Student: Polanyi says W(A) is temperature-invariant. Then A is fixed along an isostere and q_st = L + A. Where does a third term come from?

Lecturer: An isostere fixes the amount a, not the volume W. The capacity a0 = W0ρ(T) shrinks on heating, d ln a0/dT = −α, so θ = a/a0 = W/W0 rises: d ln θ/dT = +α. For an ideal gas and negligible adsorbed volume, q_st = RT²(∂ ln P/∂T)_a, positive for release of heat. With ln P = ln P0 − A/RT this gives q_st = L + A − T(∂A/∂T)_a, where L = RT² d ln P0/dT. Dubinin-Radushkevich, θ = exp[−(A/E)²] with E = βE0 constant, inverts to A = Ey, y = (ln 1/θ)^(1/2), so (∂A/∂T)_a = −αE/(2y) and

q_st = L + E(ln 1/θ)^(1/2) + (αTE/2)(ln 1/θ)^(−1/2).

Student: And L is the heat of vaporisation, approximately 10.2 kJ/mol for CO2 at 273 K.

Lecturer: Only for an ideal saturated vapour. Approximate inputs P0 = 34.8 bar and dP0/dT = 0.92 bar/K give L = 16.4 kJ/mol, which is 6.2 higher.

Student: What controls the shape?

Lecturer: Three groups: λ = L/E, γ = αT, ε = E/RT. Then q_st/E = λ + y + γ/(2y), and y = ln(P0/P)/ε maps it onto pressure. At fixed θ, q_st − L scales as E; at fixed P the third term, γE²/(2A), scales as E². Take typical β = 0.35 (benzene reference), E0 = 28 kJ/mol and α = 2.5×10⁻³ K⁻¹: E = 9.8 kJ/mol, RT = 2.27 kJ/mol, λ = 1.67, γ = 0.68, ε = 4.3. In kJ/mol:

P/bar | θ | A | third term | q_st
0.01 | 0.028 | 18.5 | 1.8 | 37
0.1 | 0.16 | 13.3 | 2.5 | 32
1 | 0.51 | 8.1 | 4.1 | 29

Student: As θ → 0 it diverges. No pore is infinitely deep.

Lecturer: Correct. There q_st − L = A[1 + γ/(2 ln 1/θ)], a 10% correction at 0.01 bar, and A overtakes L below θ = exp(−λ²) = 0.06. The isotherm slope d ln θ/d ln P = 2y/ε passes Henry's value 1 at θ_H = exp(−ε²/4) = 0.009, or 3 mbar, where q_st = L + E²/(2RT) + γRT = 39 kJ/mol. Below that, discard the formula.

Student: It diverges at θ → 1 too.

Lecturer: With δ = 1 − θ, q_st − L ≈ (γE/2)δ^(−1/2) + E(1 − γ/8)δ^(1/2). The isotherm is flat at P0, so holding a while a0 shrinks costs a steep pressure rise; compressibility, neglected here, would cap it. Both divergences are integrable: the θ-average is L + (√π/2)E(1 + γ) = 31 kJ/mol. The two E terms cross at θ* = exp(−γ/2), which is also the minimum, q_st = L + E(2γ)^(1/2). Here θ* = 0.71, P = 2.8 bar, q_st = 28 kJ/mol.

Student: And extreme γ or ε?

Lecturer: For small γ, θ* ≈ 1 − γ/2 and the third term lives in a thin layer near saturation; for large γ, θ* falls exponentially. Large ε pushes θ_H and the half-filling pressure, P0 exp[−ε(ln 2)^(1/2)], down exponentially; small ε gives θ_H ≈ 1 − ε²/4. The falling branch θ_H < θ < θ* exists only if ε² > 2γ: 18.6 against 1.4.

Student: How soft are the inputs?

Lecturer: Soft. The saturated bulk liquid's approximate α = 6.5×10⁻³ K⁻¹ gives γ = 1.77, θ* = 0.41 and a minimum of 35 kJ/mol. Defining A by fugacity, ln(f0/P0) ≈ BP0/RT with approximate B = −150 cm³/mol and dB/dT = 1.2 cm³/(mol K), shifts L by T d(BP0)/dT − BP0 = −2.1 kJ/mol and A by BP0 = −0.5. Hence two figures for q_st. Typical heats for CO2 in narrow carbon micropores are roughly 25 to 35 kJ/mol; the model's 28 to 37 lean high by a few kJ/mol.